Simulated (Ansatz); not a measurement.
## From B to Ga: the HOMO–LUMO gap

Gas-phase molecules, one atom swapped for its congeners: C2H7BO2 `CCB(O)O`; C2H7AlO2 `C[CH2][Al]([OH])[OH]`; C2H7GaO2 `C[CH2][Ga]([OH])[OH]`. All are singlets with charge 0.

Shapes, held fixed at every level: PBE0-D4/def2-TZVP. Flexible molecules stand in one conformer, not always the lowest. Programs: Ansatz 0.2.0. Values in eV.

```json
{"level": "SPW92/def2-TZVPP", "C2H7BO2": "7.08", "C2H7AlO2": "5.51", "C2H7GaO2": "5.68"}
{"level": "r2SCAN-D4/def2-TZVPP", "C2H7BO2": "8.16", "C2H7AlO2": "6.34", "C2H7GaO2": "6.50"}
{"level": "B3LYP-D4/def2-TZVPP", "C2H7BO2": "8.87", "C2H7AlO2": "7.19", "C2H7GaO2": "7.46"}
{"level": "BHLYP-D4/def2-TZVPP", "C2H7BO2": "11.43", "C2H7AlO2": "9.61", "C2H7GaO2": "9.89"}
{"level": "PBE0-D4/def2-TZVPP", "C2H7BO2": "9.43", "C2H7AlO2": "7.72", "C2H7GaO2": "8.02"}
{"level": "wB97M-V/def2-TZVPP", "C2H7BO2": "13.11", "C2H7AlO2": "11.45", "C2H7GaO2": "11.86"}
{"level": "wB97X-V/def2-TZVPP", "C2H7BO2": "13.71", "C2H7AlO2": "11.97", "C2H7GaO2": "12.31"}
```

At wB97X-V/def2-TZVPP the HOMO–LUMO gap isn't monotonic: it is largest for B and smallest for Al (13.71 and 11.97 eV). Every level shows the same order. Relativity is left out for Ga. Orbital gaps aren't excitation energies, and the LUMO depends on the basis.

Replacing boron with aluminium narrows the gap sharply, while going on to gallium restores only a small part of it. The absolute gap depends strongly on the functional, from 5.51 to 11.97 eV for the aluminium compound, probably because the share and range of exact exchange differ, yet the drop from B to Al hardly changes.

Boron's compact 2p orbital overlaps well with the oxygen lone pairs, and this π donation pushes the formally empty acceptor orbital up. Aluminium's more diffuse 3p orbital overlaps less, and its bonds are more polar and weaker, which suggests a lower-lying acceptor level and a less stabilised metal–carbon σ bond. The small reversal at gallium fits the filled 3d shell, which shields the nuclear charge poorly and makes gallium more electronegative than aluminium. This probably lowers the metal–carbon bonding level more than the acceptor level. Gaps alone can't confirm this division, since they don't show how much each frontier orbital moves.
